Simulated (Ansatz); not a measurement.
MnAu: the change of energy above lowest point with volume scale

Free energy against uniform scaling of the volume at fixed shape and fractions; periodic cell, basis, potentials, k mesh and filling as listed. The results are calculated, by Ansatz 0.2.0.

The cell before it is scaled or strained (space group Pm-3m, No. 221):
```
cell vectors (Å)
   3.2078     0.0000     0.0000
   0.0000     3.2078     0.0000
   0.0000     0.0000     3.2078
atoms (fractions of the cell vectors)
Mn  0.50000  0.50000  0.50000
Au  0.00000  0.00000  0.00000
```

Settings of every row: functional r2SCAN; dispersion none; accuracy medium; potentials PAW; wave cutoff 750 eV; density cutoff 3000 eV; k mesh 7x7x7; k shift 0x0x0; occupations fermi dirac; smearing width 0.1 eV; spin collinear.

Limits: coarse k mesh, up to 40 meV an atom off; state may not be the lowest; no spin-orbit coupling, which can matter with elements this heavy; the cell comes from a prototype or a list of computed structures and needn't be the stable phase; with one magnetic atom in the cell only parallel moments are possible.

```csv
row,volume scale,V (Å³/atom),energy above lowest point (meV/atom)
1,0.88,14.524,131.3
2,0.92,15.184,?
3,0.96,15.844,13
4,1,16.504,0
5,1.04,17.164,9
6,1.08,17.824,34.9
7,1.12,18.485,73.7
```

Question: what energy above lowest point should row 2 give?

Worked fit of energy above lowest point. Take u = (V_r/V)^(2/3) − 1 with V_r = 16.834 Å³ an atom, which is twice the finite (Eulerian) strain; such expansions in the strain, on which the Birch-Murnaghan equation of state is built, carry the rest volume and the bulk modulus. The shown rows have u = 0.1034, 0.04123, 0.01329, -0.01286, -0.03738, -0.06047. Least squares give energy above lowest point = 2.16 − 349.71 × u + 14407.5 × u² + 10196 × u³ meV/atom; a parabola predicts inner rows, each left out in turn, worse (root mean square 1.6 against 0.16 meV/atom). The rows lie off it by 0.0, 0.1, -0.1, 0.0, 0.1, 0.0. The withheld row has u = 0.07119, so the fit gives 2.16 − 349.71 × (0.07119) + 14407.5 × (0.07119)² + 10196 × (0.07119)³ = 54.0 meV/atom.

The calculation gave 54.2 meV/atom. The fit lies 0.2 meV/atom (0.15 % of the column's range) below it; its largest miss of a shown row is 0.1 meV/atom.
